Six ways of treating exchange and correlation were applied to the same CdS crystal, with the atoms held in place. The cell is the one that r2SCAN, a functional without exact exchange, prefers. A positive pressure means that the crystal would expand if released, a negative one that it would shrink.

Hybrid density functional and Hartree-Fock calculations with Ansatz 0.2.0 for zinc-blende CdS at the fixed r2SCAN geometry, using plane waves, PAW potentials and a 6×6×6 k mesh. Pressure is positive in compression. The self-consistency and exchange thresholds were loose for stress calculations.

| functional | wave cutoff | pressure (GPa) |
| --- | --- | --- |
| DDH-PBE0 | 420 eV | 0.500 |
| HSE06 | 420 eV | 0.200 |
| Hartree-Fock | 420 eV | 5.300 |
| PBE0 | 420 eV | 0.100 |
| r2SCAN0 | 500 eV | -0.600 |
| r2SCANh | 500 eV | -0.300 |

### First row: is the crystal really squeezed by 0.5 GPa?

No. The 0.5 GPa of DDH-PBE0 is not a load on a sample. It tells how far the cell lies from the one that this functional would choose for itself.

The pressure translates into a length. If the cubic edge grows by a small fraction $\varepsilon$, the volume grows by $3\varepsilon$ and the pressure falls by $3B\varepsilon$, where $B$ is the bulk modulus, the stiffness against uniform compression. The pressure $P$ therefore vanishes at $\varepsilon = P/(3B)$. With a rough recalled $B$ of 60 GPa, DDH-PBE0 gives $0.5/180$, or 0.3 %. On an edge of 5.88 Å that is about 0.02 Å, and the other four hybrids also stay within about 0.02 Å of the present cell.

### Second row: which digits of HSE06 can be trusted?

The last two zeros carry no information, because the pressures are rounded to 0.1 GPa. Before rounding, HSE06 lies 0.15 GPa above PBE0, which corresponds to only 0.005 Å in the edge. The stresses were loosely converged, so the order of these two functionals is not secure. The lead of Hartree-Fock, almost 5 GPa over the next row, is far too large to be upset in this way.

### Third row: why does Hartree-Fock push outwards so strongly?

Hartree-Fock treats exchange exactly but leaves out correlation, the way in which electrons avoid one another beyond what exchange and the average repulsion demand. Where filled shells of neighbouring atoms meet, correlation is expected to lower the energy more as they come close. Part of this gain should be the mutual polarisation of those shells, here of sulfur and the outer d shell of cadmium, though no row isolates it. Such a gain pulls the atoms together, and a theory without it finds the bonds of this cell too short and pushes them apart.

The 5.3 GPa corresponds to an edge about 2.5 % longer, once the stiffening of the crystal under compression is allowed for. An overlong lattice is what absent correlation usually brings in crystals of filled-shell ions; in covalent molecules such as nitrogen or fluorine the error runs the other way, and Hartree-Fock bonds come out too short. The row alone, however, leaves open whether exact exchange also pushes outwards. The hybrids, which keep an approximate correlation, offer a test of that.

### Fourth and fifth rows: why do PBE0 and r2SCAN0 differ in sign?

Both contain 25 % exact exchange, yet PBE0 lies 0.68 GPa above r2SCAN0. Much of what differs is the semilocal part, which estimates exchange and correlation from the electron density and its surroundings at each point. PBE gives an extra lowering of the exchange energy in regions where the density is low and changes steeply. Such regions grow when atoms move apart, so PBE rewards expansion too generously. This is the standard explanation of its overlong lattices, and r2SCAN reduces the fault by also using the kinetic energy of the orbitals. The two functionals differ in correlation as well, and these rows cannot tell how much of the 0.68 GPa comes from each part.

The two rows also differ in wave cutoff, which sets how fine a detail the plane waves can describe. Too low a cutoff normally makes the computed pressure too low, and PBE0 has the lower cutoff. Raising it to the 500 eV of r2SCAN0 should thus widen the difference rather than remove it, though no row tests this.

### Last two rows: does more exact exchange expand or shrink the crystal?

It shrinks it, as far as these loosely converged stresses can tell. From r2SCANh, with 10 % exact exchange, to r2SCAN0, with 25 %, the pressure falls from −0.3 to −0.6 GPa. Exact exchange replaces part of the semilocal exchange and, with it, part of the reward for expansion. That r2SCAN still carries a remnant of the PBE fault is a plausible guess; the pressures themselves show only the direction.

A straight line is the natural model, because a hybrid mixes the two exchange energies in proportion. Pressure is the slope of energy against volume with its sign reversed, so it follows the same mixing as long as the electron density hardly responds. The line through the two rows falls by 0.23 GPa for each ten percentage points of exact exchange. Going back from r2SCANh to no exact exchange gives $-0.26 + 0.23 = -0.03$ GPa. Pure r2SCAN, which was not used for the line, should indeed be near zero in its own cell. With loose stresses so close an agreement is partly luck: the rounded table values give −0.1 GPa instead.

Now the Hartree-Fock row can be read properly. The same line, carried very far to 100 % exact exchange with correlation kept, would end near −2 GPa, whereas Hartree-Fock stands at +5.3 GPa. Its outward push therefore points to the loss of correlation, not to exact exchange. The program's output below gives this line and the estimated edge changes for all six rows.

### Back to the top: why can two functionals share a gap but not a pressure?

DDH-PBE0 and HSE06 give almost the same band gap, 2.14 and 2.11 eV, about 0.6 eV below that of PBE0. Their pressures lie 0.44 and 0.15 GPa above PBE0. The two functionals weaken exact exchange in different ways. DDH-PBE0 takes a smaller share at every distance, while HSE06 keeps the 25 % between close electrons and removes it at long range.

Theory suggests why the long-range part matters for the gap but little for the pressure. Exchange surrounds each electron with a hole from which exactly one electron's worth of charge is excluded. The long-range part of the repulsion is nearly constant across this compact hole. Long-range exchange is therefore worth nearly the same energy for every electron in a filled band, whatever the size of the cell, and an energy that hardly changes with volume exerts little pressure. HSE06 does not simply drop this energy but replaces it with long-range PBE exchange of almost equal size: the exact-exchange energies of PBE0 and HSE06 differ by 10.8 eV, their total energies by only 0.46 eV. The levels feel the swap more. The exact form lowers mainly the filled levels, while the PBE form lowers filled and empty ones alike, so the gap opens: from HSE06 to PBE0 the highest filled level falls by 0.36 eV and the lowest empty one rises by 0.28 eV. The remainder that does depend on volume is expected to be small but not nil, on the scale of the 0.15 GPa found.

Short-range exchange does depend on how closely the atoms are packed, so reducing it changes the pressure as well. This reading takes the two pressure differences at face value, and it would lose its support if the loose convergence had shifted them by a few tenths of a gigapascal.

DDH-PBE0 also tests whether the slope found with r2SCAN holds for hybrids based on PBE. Judged by how the gap grows with exact exchange in the r2SCAN pair, it contains roughly 15 % exact exchange, ten points less than PBE0. The r2SCAN line would then predict a pressure 0.24 GPa above PBE0, about half of the 0.44 GPa found. The direction carries over from one family to the other, but the size apparently does not, unless the loose convergence accounts for the missing 0.2 GPa. The factor also rests on the borrowed estimate of the exchange fraction. A steeper slope would fit the larger fault of PBE, since each portion of exact exchange might then have more to correct, but this remains a guess.

### What would change if the cell came from PBE instead?

PBE usually gives longer edges than r2SCAN. In a longer cell every functional would find the atoms farther apart, and every pressure would fall. For an edge 1 % longer, the relation from the first row gives a drop of $3 \times 60 \times 0.01$, or about 1.8 GPa. All five hybrids would then pull inwards, while Hartree-Fock would still push outwards.

The differences between the hybrids would change much less, because these functionals describe crystals of similar stiffness. Hartree-Fock, strongly compressed in this cell and therefore stiffer, would fall somewhat faster. The sign of a pressure thus depends on whose cell was chosen, whereas the differences reveal how the functionals bind the crystal. For anyone who takes a cell from one functional and continues with another, the practical consequence is to relax the cell again when stresses or lattice mismatch matter.

The analysis program printed:

```
pressure change per 10 percentage points of exact exchange in the r2SCAN pair (GPa): -0.2317
r2SCAN line carried to zero exact exchange (GPa): -0.02824
same from the rounded table pressures (GPa): -0.1
r2SCAN line carried to full exact exchange with correlation kept (GPa): -2.345
PBE0 less r2SCAN0 at equal exchange fraction (GPa): 0.6821
HSE06 less PBE0 pressure (GPa): 0.1537
HSE06 less PBE0 gap (eV): -0.6421
DDH-PBE0 less PBE0 pressure (GPa): 0.4386
DDH-PBE0 less PBE0 gap (eV): -0.6065
rough exact exchange fraction of DDH-PBE0 (percent): 14.85
DDH-PBE0 less PBE0 pressure predicted with the r2SCAN slope (GPa): 0.2353
estimated lattice mismatch:
           row  pressure in GPa  edge change in percent  edge change in angstrom  gap in eV
      DDH-PBE0           0.5132                  0.2807                   0.0165      2.142
         HSE06           0.2283                   0.126                 0.007404      2.106
  Hartree-Fock            5.285                   2.547                   0.1497      8.409
          PBE0          0.07457                 0.04133                  0.00243      2.749
       r2SCAN0          -0.6075                 -0.3439                 -0.02022      3.014
       r2SCANh            -0.26                 -0.1456                -0.008558      2.118
Hartree-Fock edge change without stiffening (percent): 2.936
pressure that matches an edge change of 0.001 angstrom (GPa): 0.03062
edge change that matches the HSE06 to PBE0 difference (angstrom): 0.00502
```
